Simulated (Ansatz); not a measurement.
# Strength of the C–H bond: CH5BN → CH4BN + H

Species: CH5BN `B[N]C`, doublet; CH4BN `BN=C`, singlet; H atom, doublet. 

Shapes, held fixed at every level: PBE0-D4/def2-TZVP. Programs: Ansatz 0.2.0. The zero-point and thermal change to 298 K, harmonic and unscaled (PBE0-D4/def2-TZVP), is -19.8 kJ/mol.

```json
{"level": "SPW92/def2-TZVPP", "kind": "LDA", "ΔH(298 K) (kJ/mol)": "+162.6", "less CCSD(T)/CBS estimate": "+28.7", "CPU time (sum over the molecules)": "3.2 s"}
{"level": "B3LYP-D4/def2-TZVPP", "kind": "global hybrid", "ΔH(298 K) (kJ/mol)": "+146.5", "less CCSD(T)/CBS estimate": "+12.6", "CPU time (sum over the molecules)": "9.2 s"}
{"level": "BHLYP-D4/def2-TZVPP", "kind": "global hybrid", "ΔH(298 K) (kJ/mol)": "+157.4", "less CCSD(T)/CBS estimate": "+23.5", "CPU time (sum over the molecules)": "7.8 s"}
{"level": "wB97M-V/def2-TZVPP", "kind": "range-separated hybrid", "ΔH(298 K) (kJ/mol)": "+139.7", "less CCSD(T)/CBS estimate": "+5.8", "CPU time (sum over the molecules)": "25 s"}
{"level": "MP2/def2-SVP", "kind": "perturbation theory", "ΔH(298 K) (kJ/mol)": "+98.3", "less CCSD(T)/CBS estimate": "-35.6", "CPU time (sum over the molecules)": "–"}
{"level": "CCSD(T)/def2-TZVPP", "kind": "coupled cluster or CI", "ΔH(298 K) (kJ/mol)": "+133.1", "less CCSD(T)/CBS estimate": "-0.8", "CPU time (sum over the molecules)": "2.2 min"}
{"level": "CCSD/def2-TZVPP", "kind": "coupled cluster or CI", "ΔH(298 K) (kJ/mol)": "+140.3", "less CCSD(T)/CBS estimate": "+6.4", "CPU time (sum over the molecules)": "–"}
{"level": "CCSD(T)/CBS estimate", "kind": "coupled cluster or CI", "ΔH(298 K) (kJ/mol)": "+133.9", "less CCSD(T)/CBS estimate": "0.0", "CPU time (sum over the molecules)": "2.8 min"}
```

The highest level, CCSD(T)/CBS estimate, gives ΔH(298 K) = +133.9 kJ/mol; the levels span +98.3 to +162.6. A fragment pairs its electrons up again, so this isn't a typical strength of such a bond. The column of differences is taken from that level and isn't an error. No measured value is set beside it here. Open shells run unrestricted unless RO is named. The CBS estimate extrapolates MP2 from def2-TZVPP and def2-QZVPP and adds CCSD(T) − MP2 in the triple-zeta set, cores frozen. Times are processor times on shared x86 and Arm servers, and rough.

Loss of hydrogen from the methyl group of this aminyl radical costs only +133.9 kJ/mol at the highest level, far less than breaking a C–H bond in an ordinary closed-shell amine or alkane. The electron left on carbon pairs with the unpaired electron on nitrogen, so a C=N π bond forms as the σ bond breaks and repays much of its cost. Donation from the nitrogen lone pair into the empty boron p orbital probably helps to stabilise the product as well.

All the density functionals place the enthalpy above the coupled-cluster reference, with LDA furthest out, in keeping with its familiar overbinding. Connected triples lower the CCSD value appreciably, which suggests that correlation favours the unsaturated product. The low MP2 result can't be assigned to perturbation theory alone, because its basis is also smaller. The enthalpy doesn't give the rate of hydrogen loss, since the reverse addition to the C=N bond may have a barrier of its own.
